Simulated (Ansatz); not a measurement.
A series in volume per atom on Pd

All results are calculated (Ansatz 0.2.0 development build). Equation of state of a cubic crystal from periodic Kohn-Sham density functional theory without spin; pressure corrected for the finite basis.

Cell of the first row (space group Fm-3m, No. 225):
```
Pd
1.0
      0.0000     1.9309     1.9309
      1.9309     0.0000     1.9309
      1.9309     1.9309     0.0000
Pd
1
Direct
  0.00000 0.00000 0.00000
```

Settings of every row: formula Pd; structure type fcc; functional PBE; spin treatment none; k mesh 47x47x47; occupation method fermi-dirac; occupation width 0.061225619 eV; wave cutoff 420 eV; datasets soft-1 PAW; density cutoff ratio 4.

| row | volume per atom (Å³) | energy above lowest point (meV/atom) | pressure (GPa) |
| --- | --- | --- | --- |
| 1 | 14.397 | 34.18 | 12.55 |
| 2 | 14.704 | 14.75 | 7.878 |
| 3 | 15.01 | 3.69 | 3.774 |
| 4 | 15.316 | 0 | 0.17 |
| 5 | 15.622 | 2.76 | -2.993 |
| 6 | 15.929 | 11.19 | -5.764 |
| 7 | 16.235 | ? | ? |

Question: what energy above lowest point and pressure should row 7 give?

Worked fit of energy above lowest point. Take u = (V_r/V)^(2/3) − 1 with V_r = 15.163 Å³ an atom, which is twice the finite (Eulerian) strain; such expansions in the strain, on which the Birch-Murnaghan equation of state is built, carry the rest volume and the bulk modulus. The shown rows have u = 0.03516, 0.0207, 0.00678, -0.00667, -0.01968, -0.03232. Least squares give energy above lowest point = 0.997 + 272.36 × u + 18625.6 × u² + 13488 × u³ meV/atom; a parabola predicts inner rows, each left out in turn, worse (root mean square 0.17 against 0.027 meV/atom). The rows lie off it by 0.00, 0.01, -0.01, 0.00, 0.01, 0.00. Its lowest point lies at u = -0.0074, or V = 15.33 Å³ an atom, and the curvature there gives the bulk modulus at fixed shape and fractions, B = (4/9)(1 + u)² E″(u)/V = 168 GPa. The withheld row has u = -0.04452, so the fit gives 0.997 + 272.36 × (-0.04452) + 18625.6 × (-0.04452)² + 13488 × (-0.04452)³ = 24.60 meV/atom.

The calculation gave 24.58 meV/atom. The fit lies 0.02 meV/atom (0.059 % of the column's range) above it; its largest miss of a shown row is 0.01 meV/atom. This row lies beyond the range of the fit.

Worked fit of pressure. Take u = (V_r/V)^(2/3) − 1 with V_r = 15.163 Å³ an atom, which is twice the finite (Eulerian) strain; such expansions in the strain, on which the Birch-Murnaghan equation of state is built, carry the rest volume and the bulk modulus. The shown rows have u = 0.03516, 0.0207, 0.00678, -0.00667, -0.01968, -0.03232. Least squares give pressure = 1.9137 + 267.959 × u + 960.82 × u² + 624 × u³ GPa; a parabola predicts inner rows, each left out in turn, worse (root mean square 0.008 against 0.0015 GPa). The rows lie off it by 0.000, 0.000, -0.001, 0.001, -0.001, 0.000. The pressure vanishes at u = -0.0073, or V = 15.33 Å³ an atom, and there the bulk modulus at fixed shape and fractions is B = −V dP/dV = (2/3)(1 + u) dP/du = 168 GPa. The withheld row has u = -0.04452, so the fit gives 1.9137 + 267.959 × (-0.04452) + 960.82 × (-0.04452)² + 624 × (-0.04452)³ = -8.167 GPa.

The calculation gave -8.189 GPa. The fit lies 0.022 GPa (0.11 % of the column's range) above it; its largest miss of a shown row is 0.001 GPa. This row lies beyond the range of the fit.
